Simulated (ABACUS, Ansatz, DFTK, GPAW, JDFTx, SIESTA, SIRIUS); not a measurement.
**Si: 7 runs at one level of theory**

```
Si
1.0
     3.83132    0.00000    0.00000
    -1.91566    3.31802    0.00000
     0.00000    0.00000    6.33262
Si
4
Direct
  0.66667 0.33333 0.93699
  0.33333 0.66667 0.43699
  0.66667 0.33333 0.56301
  0.33333 0.66667 0.06301
```

This isn't the form of Si at room conditions, which is diamond.

Alike in all runs: task single point; functional PBEsol; k mesh 8 × 8 × 4; occupations fermi-dirac, width 0.05 eV; no spin polarisation; no spin-orbit coupling. Pressure is positive in compression and, in plane waves, holds the error of the finite cutoff.

```csv
program and potentials,plane-wave cutoff (eV),notes,pressure (GPa)
"SIRIUS, PseudoDojo 0.4.1 PBEsol standard (scalar relativistic)",490,-,-0.57
"JDFTx, PseudoDojo-SR-PBEsol-0.4.1-standard with smoothed tails",490,-,-0.57
"ABACUS, PseudoDojo NC SR 0.4.1 PBEsol standard, plane waves",490,-,-0.57
"DFTK, PseudoDojo SR PBEsol 0.4.1 standard (PBEsol)",653,-,-0.55
"SIESTA, files PseudoDojo sr-pbesol-0.4.1-standard, DZP (energy shift 0.003 Ry)",-,atomic basis,0.84
"Ansatz, all-electron LAPW, scalar-relativistic",-,-,-0.48
"GPAW, PAW data sets generated for this functional",600,-,-0.19
```

The pressure spans -0.57 (ABACUS, PseudoDojo NC SR 0.4.1 PBEsol standard, plane waves) to 0.84 GPa (SIESTA, files PseudoDojo sr-pbesol-0.4.1-standard, DZP (energy shift 0.003 Ry)), with all-electron results at -0.48. Rows in atomic bases carry the error of their basis and grid, which can be large.

The functional is the same throughout but for its coding, so the spread measures potentials, basis and numerics; runs on potential files found faulty are left out.

The cell is hexagonal (lonsdaleite-type) silicon, in which the tetrahedral sp³ network of diamond is kept but some bonds are eclipsed rather than staggered. The all-electron pressure of -0.48 GPa means that this cell is slightly stretched relative to its PBEsol equilibrium volume. Every other run agrees except SIESTA, whose 0.84 GPa would expand the cell instead, probably because its compact atomic orbitals describe the bonding region less flexibly. Because the covalent network is stiff, even this change of sign corresponds to only a small difference in equilibrium volume.

The close agreement of the four plane-wave runs with PseudoDojo potentials shows that the codes treat nearly the same Hamiltonian consistently. It isn't fourfold independent evidence for the pressure itself, since an error in the shared potential would pass through all of them; the all-electron value is the more telling check, and it lies close by. A small mean pressure doesn't establish that the axial ratio is relaxed, since stresses along and across the hexagonal axis can partly cancel.
